# Why a double hybrid overbinds CH₂F₂ less than a hybrid

## The naive expectation

The more honestly a method treats electron correlation, the closer it should come to the best coupled-cluster result. A double hybrid replaces part of its density-based correlation by second-order perturbation theory, the correlation of MP2. It should therefore land between the ordinary hybrids and MP2, and the perturbative part should be what moves it there. The first half of this expectation holds for CH₂F₂, but a simple estimate speaks against the second half.

Errors in the atomization energy of neutral singlet CH₂F₂ against RCCSDTQ, calculated with Ansatz 0.2.0 in the 6-31G basis at the MP2(full)/6-31G* geometry. The atomization energy is that of the atoms minus that of the molecule, without zero-point energy, and core electrons are left out of the correlation treatment.

```tsv
level	this level less the reference (RCCSDTQ, same basis) (kJ/mol)
RHF	-368.2
RMP2	22.8
CISD	-77.5
RCCSD	-13.4
RCCSD(T)	-2.3
BCCD(T)	-1.8
RCCSDT	-1.8
CISDTQ	-5.7
RCCSDT(Q)	0.1
PBE	296.8
revPBE	222.8
r2SCAN	223.4
PBE0	210.9
B3LYP	211.5
wB97M-V	231.3
B2PLYP	136.5
PBE-QIDH	108.3
RPA-PBE	-139.6
```

A positive error means that the level binds the molecule more strongly than the reference does, and a negative one that it binds it more weakly. The eight functionals from PBE to PBE-QIDH all overbind, by 108 to 297 kJ/mol. The two double hybrids, B2PLYP and PBE-QIDH, are the mildest of them. RPA-PBE underbinds, and MP2 overbinds slightly. The correlated wavefunction methods treat all 20 valence electrons of the molecule.

## What exchange does in a bond

Exchange keeps electrons of like spin apart, so that each electron carries a hole in the density around it. In a bond the exact exchange hole spreads over both atoms, even when the electron sits near one of them. A semilocal functional such as PBE sees only the density nearby and keeps the hole compact.

A compact hole is what correlation between the two ends of a bond would produce: when one electron is on the left, the other tends to be on the right. Semilocal exchange thus brings in some of this left-right correlation unasked, and it strengthens the bond. In a free atom there is no second centre for the hole to spread to, so the effect doesn't cancel in the atomization energy. This is the standard argument for why mixing in exact exchange weakens binding, and PBE0 does lie below PBE.

## A model with two slopes

If the energy is a mixture, its error should be nearly linear in the shares mixed. Let *a* be the share of exact exchange and *c* the share of second-order correlation:

error ≈ error of PBE + *a*·X + *c*·C

X is the change when all PBE exchange is replaced by exact exchange. PBE0 has *a* = 0.25 and the same correlation as PBE, so X = (210.9 − 296.8)/0.25 ≈ −344 kJ/mol. Full exact exchange with PBE correlation would then have an error of about −47 kJ/mol.

C is the change when all PBE correlation is replaced by that of MP2. MP2 has full exact exchange and an error of +22.8 kJ/mol, so C = 22.8 + 46.8 ≈ +70 kJ/mol. The sign is the important part: in this estimate, second-order correlation binds more strongly than PBE correlation. This makes sense, because PBE correlation is designed to accompany semilocal exchange and leaves the left-right part to it, while MP2 has to supply that part itself.

## The estimate for PBE-QIDH

PBE-QIDH has *a* = 0.69 and *c* = 1/3, and it was not used to set the slopes. The model gives

297 − 0.69·344 + 70/3 ≈ 83 kJ/mol,

while the calculation gives 108. Without any fitting, the model thus reproduces the descent from PBE but overshoots it by about 25 kJ/mol.

On the way from PBE0 to PBE-QIDH, the extra exact exchange lowers the error by about 151 kJ/mol, and the second-order correlation raises it by about 23. In this estimate the double hybrid overbinds less because of its exchange, and its perturbative part works against the improvement.

With the exchange term alone, the prediction for PBE-QIDH would be 49 kJ/mol too low; the second-order term halves this miss. The same term brings B2PLYP from 22 to 3 kJ/mol below its computed value. That close agreement is partly luck, since B2PLYP is built from other parent functionals, and B3LYP, which is too, is missed by 17 kJ/mol.

The weakest step is the extension from a quarter of exact exchange to the whole, because the orbitals change along the way. The double hybrids also evaluate their second-order part with their own orbitals, while the model takes it from MP2 on Hartree–Fock orbitals. If the exchange line flattened enough to end about 70 kJ/mol higher, the second-order term would vanish. Its sign as well as its size therefore rests on the straight line, and the split is an estimate and not a measurement. The printed output after these notes gives the slopes, the predictions and their misses.

## Rows that break the pattern

**revPBE** contains no exact exchange, so the model would place it on top of PBE. It lies 74 kJ/mol lower. It shares PBE's correlation and differs only in how strongly exchange responds to density gradients, so here the table itself ties the break to exchange. The revised form favours regions of steep gradient, which are more prominent in separate atoms than in a molecule, and this lowers the atoms more.

**r2SCAN** drops by almost the same amount, but it changes exchange and correlation together. Its break can't be assigned to one of them. The two rows show that the share of exact exchange orders the functionals only within a family; as revPBE shows, a different semilocal exchange can do almost as much as the quarter of exact exchange in PBE0.

**RPA-PBE** uses full exact exchange, yet it lies about 93 kJ/mol below the estimate for full exact exchange with PBE correlation. A common explanation is that RPA leaves out exchange-type terms in the correlation energy, and that the resulting error does not fully cancel between molecule and atoms. The table can't test this. The size of the break is less certain than its direction, because RPA is evaluated here on PBE orbitals and because the small basis restricts its correlation more than that of PBE.

wB97M-V stands outside the model, since its share of exact exchange grows with the distance between the electrons and is no single number.

## Why MP2 overbinds at all

MP2 fixes one end of the model, so its positive error deserves a closer look. It does not come from too much correlation in the molecule. There MP2 recovers about 30 kJ/mol less than CCSD. The atoms together, however, lose about 67 kJ/mol, as follows from combining the molecular energies with the errors in the table. Binding is a difference, and a larger loss in the atoms appears as a stronger bond.

CISD shows the opposite case. It lacks about 73 kJ/mol of correlation against CCSD in the molecule, but only about 9 in all the atoms together, and so it underbinds by 77.5 kJ/mol. The cause is that truncated configuration interaction is not size-extensive. It leaves out events in which several electron pairs are excited at once and independently, and a molecule has more pairs than any of its atoms. Coupled cluster includes these products, which is why CCSD, with the same basic excitations, is only 13.4 kJ/mol short.

## Overbinding relative to what?

The reference describes the molecule in a small basis without polarisation functions. It gives an atomization energy of 1486.6 kJ/mol, whereas the real value without zero-point motion is roughly 1800 kJ/mol, a rough recalled figure. PBE, the row with the largest positive error, arrives at 1783 kJ/mol. That is close to the real value, so the overbinding in the table is measured against a weakly bound reference and doesn't show overbinding against nature.

The likely reason is that the basis hurts the two kinds of method unequally. Explicit correlation needs functions of higher angular momentum, so that electrons can avoid each other around an atom and in a bond. A semilocal functional reads its correlation energy from the density, which the small basis describes more easily. Repeating the calculation in a larger basis would test this. There the second-order part should gain more binding than the density-based part, so the gap between hybrid and double hybrid is expected to shrink. Until this is tested, the descent from PBE to PBE-QIDH should be read as an effect of the ingredients in this basis and not as a ranking of accuracy.

This matters for the use of CH₂F₂ as a plasma etch gas in chip making, where the energies of its fragments help to decide which radicals reach the surface. A coupled-cluster value in such a small basis is no standard by which to correct a functional, and the error of a total atomization energy can't simply be shared out among the bonds.

The analysis program printed:

```
Error change for full replacement of PBE exchange by exact exchange (kJ/mol): -343.6
Estimated error of full exact exchange with PBE correlation (kJ/mol): -46.8
Estimated binding added to RHF by PBE correlation (kJ/mol): 321.4
Binding added to RHF by MP2 correlation (kJ/mol): 391
Error change for full replacement of PBE correlation by MP2 correlation (kJ/mol): 69.6
PBE0 to PBE-QIDH, exchange part of the model (kJ/mol): -151.2
PBE0 to PBE-QIDH, second-order part of the model (kJ/mol): 23.2
PBE0 to PBE-QIDH, computed change (kJ/mol): -102.6
PBE-QIDH error from the full model (kJ/mol): 82.92
PBE-QIDH, full model less computed (kJ/mol): -25.38
PBE-QIDH, exchange-only model less computed (kJ/mol): -48.58
B2PLYP error from the full model (kJ/mol): 133.5
B2PLYP, full model less computed (kJ/mol): -3.016
B2PLYP, exchange-only model less computed (kJ/mol): -21.81
B3LYP, model less computed (kJ/mol): 16.58
revPBE less PBE (kJ/mol): -74
r2SCAN less PBE (kJ/mol): -73.4
RPA-PBE less the full-exchange estimate with PBE correlation (kJ/mol): -92.8
PBE atomization energy in this basis, from the stated reference energy (kJ/mol): 1783
Correlation that MP2 lacks against CCSD in the molecule (kJ/mol): 30.47
Correlation that MP2 lacks against CCSD in the atoms together (kJ/mol): 66.67
Correlation that CISD lacks against CCSD in the molecule (kJ/mol): 73.19
Correlation that CISD lacks against CCSD in the atoms together (kJ/mol): 9.088
```
